# Fixed-node energy versus nodal error: limits and scaling

**Conventions.** Atomic units, energies in $E_h$. $H=-\tfrac12\nabla^2+V$ with real local $V$, fixed $N_\uparrow,N_\downarrow$. $\Psi_0$ is the normalised, non-degenerate fermion ground state, $S$ its node, $\mathbf n=\nabla\Psi_0/|\nabla\Psi_0|$. The trial node lies at $\mathbf R+\delta\,\eta(\mathbf R)\,\mathbf n$, with $\delta$ a length and $\eta$ dimensionless. $\Delta E=E_{FN}-E_0$.

## 1. First order

Hadamard's formula for a pocket $D$ whose wall moves outward by $\delta\,\eta_{\rm out}$:
$$E_D^{(1)}=-\frac{\delta}{2}\,\frac{\oint_{\partial D}|\nabla\Psi_0|^2\,\eta_{\rm out}\,dS}{\int_D\Psi_0^2}.$$

- The ground-state pockets are all images of one another under permutations (tiling theorem, Ceperley 1991). An antisymmetric trial function moves them equivalently, so all $E_D^{(1)}$ are equal.
- Each face is pushed out of one pocket and into its neighbour, so the numerators sum to zero over all pockets. Hence every $E_D^{(1)}=0$.
- The sum rule alone does not suffice; the pockets must also be equivalent. They can split linearly, with DMC finding the lowest, for a displacement that breaks antisymmetry or for an excited state whose pockets are not all symmetry-equivalent. An excited state with equivalent pockets that are moved equivalently, such as the $p_y$ node of §4, has no linear term.

## 2. Second order

For any antisymmetric $\psi$ of finite kinetic energy, kinks allowed,
$$E[\Psi_0+\epsilon\psi]-E_0=\frac{\epsilon^2q[\psi]}{\|\Psi_0+\epsilon\psi\|^2},\qquad q[\psi]=\int\left[\tfrac12|\nabla\psi|^2+(V-E_0)\psi^2\right]\ge0,$$
because $(H-E_0)\Psi_0=0$ removes the cross term. $E_{FN}$ is the minimum of $E$ over antisymmetric functions that vanish on the trial node. Take $\Psi_T=\Psi_0+\epsilon\Phi$ with $\Phi\perp\Psi_0$ normalised, so $\delta\eta=-\epsilon\Phi/|\nabla\Psi_0|$ on $S$. Two results follow:
$$0\le\Delta E\le\frac{\epsilon^2q[\Phi]}{1+\epsilon^2},\qquad \Delta E\simeq K\epsilon^2,\quad K=\min_{\psi|_S=\Phi|_S}q[\psi].$$
The bound is exact. The minimiser $\psi_1$ obeys $(H-E_0)\psi_1=\sigma\,\delta_S$, a source layer that produces a kink on $S$. With $G=\sum_{n\ne0}|n\rangle\langle n|/(E_n-E_0)$ over antisymmetric states, $\psi_1=G\sigma$ and
$$K=\int_S\sigma\,\Phi\,dS=\langle\Phi|G_{SS}^{-1}|\Phi\rangle_S ,$$
where $G_{SS}$ is $G$ with both arguments on $S$.

- $\Psi_{FN}=\Psi_0+\epsilon\psi_1$ errs at first order, and so does a pure expectation value: $\delta\langle A\rangle=2\epsilon\langle\Psi_0|A|\psi_1\rangle$ with $\psi_1\perp\Psi_0$. It vanishes if $A$ commutes with $H$ or symmetry forbids the element.
- If $\Phi$ is an eigenstate with gap $\Omega$, define $\kappa=K/\Omega\le1$. Then $\langle\Phi|\psi_1\rangle=\int_S\sigma\Phi\,dS/\Omega=\kappa$. One number gives both the surviving fraction of the variational energy error and the surviving amplitude of the wrong state.
- Every further state with weight on $S$ adds a positive term to $G_{SS}$ and can only lower $K$.

## 3. Dimensional analysis

With $\ell$ the pocket size normal to the node and $k$ the wavenumber of $\eta$ along it,
$$\Delta E=\frac{\hbar^2}{m\ell^2}\left(\frac{\delta}{\ell}\right)^2 f(k\ell).$$

- **$k\ell\gg1$, $k\delta\ll1$.** $\psi_1\propto e^{-k|n|}$ in the normal coordinate $n$. The two sides give $\Delta E\simeq k\,\delta^2W\langle\eta^2\rangle$, with $W=\int_S|\nabla\Psi_0|^2dS\sim\ell^{-3}$. So $f\propto k\ell$.
- **$k\delta\gg1$.** Each pocket sees a wall at the crests. For $\eta=\cos ky$, Hadamard's formula with pocket norm $1/2$ gives $\Delta E\simeq\delta\,W$, linear in $\delta$. It meets $k\delta^2W/2$ at $k\delta\approx2$.
- **Soft direction.** If the displacement is the trace of a low eigenstate, $K\le\Omega\to0$. Near-degeneracy makes a unit of mixing cheap. The damage comes from the mixing being large.
- **Size.** For $M$ independent fragments with a product trial function, $\Delta E=MK\epsilon^2$.

## 4. Solvable case: rotated p node

Two spin-polarised fermions in a 2D trap. The centre of mass separates, exchange is inversion of the relative coordinate $(x,y)$, and $\hbar=\mu=1$. Let $r=\omega_y/\omega_x>1$, $\Omega=\omega_y-\omega_x$. The ground state is $p_x$, with $E_0=\tfrac32\omega_x+\tfrac12\omega_y$ and node $x=0$. The trial node is $x\cos\theta+y\sin\theta=0$. By dimensions $\Delta E=\omega_xF(\theta,r)$.

**Bound.** Since $p_x\propto\sqrt{\omega_x}\,x$ and $p_y\propto\sqrt{\omega_y}\,y$ times one Gaussian, $\cos\chi\,p_x+\sin\chi\,p_y$ has this node when $\tan\chi=\tan\theta/\sqrt r$. Then
$$0\le\Delta E\le\Omega\sin^2\chi=\frac{\Omega\sin^2\theta}{\sin^2\theta+r\cos^2\theta}\le\Omega\sin^2\theta .$$

**Exact coefficient.** Set $\omega_x=1$, with $\varphi_n$ the $x$ oscillator states. The trace on $S$ is the first excited $y$ state, so $\psi_1=h(|x|)\times$(that state) and only $G(0,0)$ of the $x$ problem enters. With $\varphi_{2k}(0)^2=\varphi_0(0)^2\,b_k$, $b_k=\binom{2k}{k}4^{-k}$, the coefficient of $\chi^2$ is $K=\varphi_0(0)^2/G(0,0)$:
$$\frac1K=\sum_{k\ge0}\frac{b_k}{2k+r-1}=\int_0^{\pi/2}\sin^{r-2}t\,dt=\frac{\sqrt\pi\,\Gamma(\frac{r-1}2)}{2\,\Gamma(\frac r2)}.$$
The $k=0$ term alone gives the bound. Hence
$$\Delta E\simeq\kappa(r)\,\Omega\,\chi^2=\kappa(r)\,\frac{\Omega}{r}\,\theta^2,\qquad\kappa(r)=\frac{\Gamma(r/2)}{\sqrt\pi\,\Gamma((r+1)/2)}.$$

**Regimes in $r$.**
- $r\to1$: $\kappa\simeq1-(r-1)\ln2$. Projection gains almost nothing, since the node fixes the mixture.
- $r\gg1$: $\kappa\simeq\sqrt{2/\pi r}\,(1+1/4r)$, so $\Delta E\simeq\omega_x\sqrt{2/\pi r}\;\theta^2$. This is the corrugation law with decay constant $\sqrt{2\omega_y}$.
- Crossover: $\kappa(3)=1/2$, where $\Omega$ equals the spacing $2\omega_x$ of the states in the sum. The coefficient of $\omega_x\theta^2$ is $1/\pi$, $1/3$, $1/\pi$ at $r=2,3,4$. At $r=3$ the loose bound $\Omega\theta^2$ is too high by $r/\kappa=6$.

**Regimes in angle.** Scale $X=\sqrt{\omega_x}x$, $Y=\sqrt{\omega_y}y$ and rotate by $\chi$, so the node is $U=X\cos\chi+Y\sin\chi=0$, with $W'$ the orthogonal coordinate. With $s=\sin^2\chi$ and oscillator operators $a,b$ for $U,W'$,
$$H=\tfrac12(\omega_x+\omega_y)+\omega_Ua^\dagger a+\omega_Wb^\dagger b+g\,(a^\dagger b+b^\dagger a),$$
$\omega_U=\omega_x+\Omega s$, $\omega_W=\omega_y-\Omega s$, $g=\Omega\sin\chi\cos\chi$, on $U>0$ with a hard wall. Zeroth order in $g$ is the bound. At second order, $a\varphi_1=\varphi_0$ projects on the half-line states $\varphi_{2k+1}$ with weights $w_k=2b_k/\pi(2k+1)$, and $\sum_kw_k/(2k+\rho)=[1-\kappa(\rho)]/(\rho-1)$. So
$$\Delta E\simeq\Omega s\left[1-\frac{\cos^2\chi}{\cos2\chi}\,\bigl(1-\kappa(\rho)\bigr)\right],\qquad\rho=\frac{\omega_W}{\omega_U}.$$
- $\chi\to0$ returns $\kappa(r)\Omega\chi^2$.
- $r\to1$, any angle: $\Delta E\simeq\Omega s\,[1-(r-1)\ln2\,\cos^2\chi]$.
- $\chi\to\pi/2$: $\Delta E\simeq\Omega[1-\kappa(1/r)(\pi/2-\chi)^2]$, a maximum at the $p_y$ node, with $\kappa(1/2)=1.669$.
- $r\gg1$: the quadratic law ends at $\theta\sim1$, that is $\chi\sim r^{-1/2}$. For $r^{-1/2}\ll\chi\ll1$ the fast $Y$ motion builds a wall at $X\sim\chi$, and $\Delta E\sim\omega_x\chi$ up to a factor $\sqrt{\ln r\chi^2}$.

**Observable.** Using $x\varphi_1=(\varphi_0+\sqrt2\varphi_2)/\sqrt2$, $\langle xy\rangle_{FN}=2\kappa\theta/[r(r+1)\,\omega_x]$. It is linear in $\theta$, and the trial function gives $\theta/(r\omega_x)$.

**Broken antisymmetry.** Shift the node to $x=\delta$. The pockets move by $\pm\varphi_1'(0)^2\delta=\pm(2/\sqrt\pi)\,\omega_x^{3/2}\delta$, with $2/\sqrt\pi=1.128$. The lower pocket falls below $E_0$ at first order.

## 5. C$_2$ and a second determinant

All-electron C$_2$ in $X\,^1\Sigma_g^+$ has six electrons of each spin, so the node is a 35-dimensional surface in 36 dimensions. Take
$$\Psi_T=\Phi_1+c\,\Phi_2,\quad\Phi_1=|\text{core}\;2\sigma_g^2\,2\sigma_u^2\,1\pi_u^4|,\quad\Phi_2=|\text{core}\;2\sigma_g^2\,1\pi_u^4\,3\sigma_g^2|.$$
A common positive Jastrow factor leaves the node unchanged. Both terms are $^1\Sigma_g^+$. The node $S$ is invariant under the point group, like-spin permutations and the global $\uparrow\leftrightarrow\downarrow$ swap, but not under exchange of a single $\uparrow\downarrow$ pair. The source $\sigma\,\delta_S$ is therefore not a pure singlet, and all $\Sigma_g^+$ states of even total spin ($^1\Sigma_g^+$, $^5\Sigma_g^+$, … with $M_S=0$) enter $G_{SS}$.

**Model.** Treat $\Phi_{1,2}$ as orthonormal and the two roots in their span as exact eigenstates. Inputs, both approximate: ground-root coefficient $c_0=-0.40$, typical of valence multiconfiguration expansions, and root gap $\Omega=250$ m$E_h$ (6.8 eV), typical of the excitation to the $^1\Sigma_g^+$ state dominated by $\Phi_2$. With real orbitals the coupling is a positive exchange integral, hence $c_0<0$. Put $c=\tan\chi$, $\chi_0=-0.381$. The inputs imply $H_{12}=-\Omega c_0/(1+c_0^2)=86$ m$E_h$ and $H_{22}-H_{11}=\Omega(1-c_0^2)/(1+c_0^2)=181$ m$E_h$.

**Bound.**
$$\Delta E\le\Omega\sin^2(\chi-\chi_0)=\frac{\Omega\,(c-c_0)^2}{(1+c^2)(1+c_0^2)}.$$
- Near $c_0$, with $\delta c=c-c_0$: $\dfrac{\Omega\,\delta c^2}{(1+c_0^2)^2}\left[1-\dfrac{2c_0\,\delta c}{1+c_0^2}\right]$. The prefactor is 186 m$E_h$. The cubic term reaches 10 % at $|\delta c|=0.145$ and makes the side towards $c=0$ steeper.
- $c=0$: $s=0.138$, bound 34 m$E_h$.
- Maximum $\Omega$ at $c=-1/c_0=2.5$, the upper root.
- $|c|\to\infty$: $\Omega/(1+c_0^2)=216$ m$E_h$.

**Relaxation factor.** $\kappa$ for C$_2$ needs $G_{SS}$ on the real node, which the model does not have. As a surrogate, use the trap with $\chi\to\chi-\chi_0$ and $r=1+\Omega/\omega_\perp$, where $\omega_\perp$ is an assumed energy scale for valence motion normal to the node. Write $\Delta E\simeq K_c\,\delta c^2$, $K_c=\kappa\Omega/(1+c_0^2)^2$.

| $\omega_\perp$ (m$E_h$) | $r$ | $\kappa$ | $K_c$ (m$E_h$) | $\lvert\delta c\rvert$ for 1 m$E_h$ | $\kappa\Omega s$ at $c=0$ (m$E_h$) |
|---|---|---|---|---|---|
| 500 | 1.5 | 0.763 | 142 | 0.084 | 26 |
| 250 | 2 | 0.637 | 118 | 0.092 | 22 |
| 125 | 3 | 0.500 | 93 | 0.104 | 17 |

A factor 4 in $\omega_\perp$ moves $K_c$ by a factor 1.5. Lower $^1\Sigma_g^+$ states with a $1\pi_u^2\,3\sigma_g^2$ occupation and the $\Sigma_g^+$ states of higher even spin are absent from the surrogate, and their terms in $G_{SS}$ can only reduce $\kappa$.

**Finite angle, middle row.** At $c=0$ the surrogate node is tilted by $\theta=0.51$ rad. Here $\rho=1.636$, $\kappa(\rho)=0.72$, $\cos^2\chi/\cos2\chi=1.19$, so $\Delta E=0.092\,\Omega=23$ m$E_h$ (0.63 eV). Diagonalising $H$ in the half-line basis changes this by less than $0.003\,\Omega$. The bare parabola $K_cc_0^2$ gives 19 m$E_h$. The spread over $\omega_\perp$ is larger than either correction.

**Energy against observable, middle row.** Take $c=-0.44$, a 10 % error in $c$.
- Energy: $K_c\,\delta c^2=0.19$ m$E_h$.
- Occupation $n(3\sigma_g)=2c^2/(1+c^2)$, equal to 0.276 at $c_0$. The upper root survives with amplitude $\kappa\,\delta\chi$, so its contribution is $\delta n=4\kappa c_0\,\delta c/(1+c_0^2)^2=+0.030$, or 11 % of $n$. The other states in $\psi_1$ add terms of the same order in $\delta c$, which the model does not contain.
- Statistical crossover: with noise $\sigma_E=0.1$ m$E_h$ per point, the curve looks flat over $|\delta c|\lesssim\sqrt{\sigma_E/K_c}=0.029$. Halving this window needs $\sigma_E/4$, which costs 16 times the sampling.

**Necks.** At $c=0$, $\Phi_1=D_\uparrow D_\downarrow$ and the sheets $D_\uparrow=0$, $D_\downarrow=0$ cross. In local normal coordinates, taken orthogonal, the node is $A\xi\zeta+c\Phi_2=0$, a hyperbola with vertex at distance $\sqrt{2|c\Phi_2/A|}$. Its displacement is linear in $\delta c$ only for $|\delta c|\ll|c_0|$. The point $c=0$ has $\delta c/c_0=-1$ and closes the necks, which a straight rotated node cannot mimic. The bound of 34 m$E_h$ is unaffected. The value 23 m$E_h$ is an extrapolation.

**Residual nodal error.** In the molecule no $c$ gives the exact node. Write $\Psi_T=\Psi_0+\alpha\Phi+\beta\Phi'$, with $\alpha$ controlled by $c$ and $\beta$ the amplitude of all that is missing. Then
$$\Delta E=K\alpha^2+2L\alpha\beta+K'\beta^2=K\left(\alpha+\frac{L\beta}{K}\right)^2+\left(K'-\frac{L^2}K\right)\beta^2,\qquad L=\langle\Phi|G_{SS}^{-1}|\Phi'\rangle_S .$$
$L$ need not vanish even when $\Phi$ and $\Phi'$ are different eigenstates. The curvature is unchanged at this order. The minimum shifts at first order in $\beta$, so the $c$ that minimises $E_{FN}$ differs from the one that minimises the variational energy. The minimum sits on a floor of order $\beta^2$.

The model's 17 to 26 m$E_h$ at $c=0$, with 23 m$E_h$ for the middle row, is the cost of omitting $\Phi_2$ alone, with $\beta=0$. The total single-determinant all-electron fixed-node error of C$_2$ is typically near 60 m$E_h$, so as a total the model falls short by a factor of about 2 to 3. The missing part is the $\beta$-dependent terms, fed by the other valence configurations, including the $2s$–$2p$ near-degeneracy already present in the carbon atom.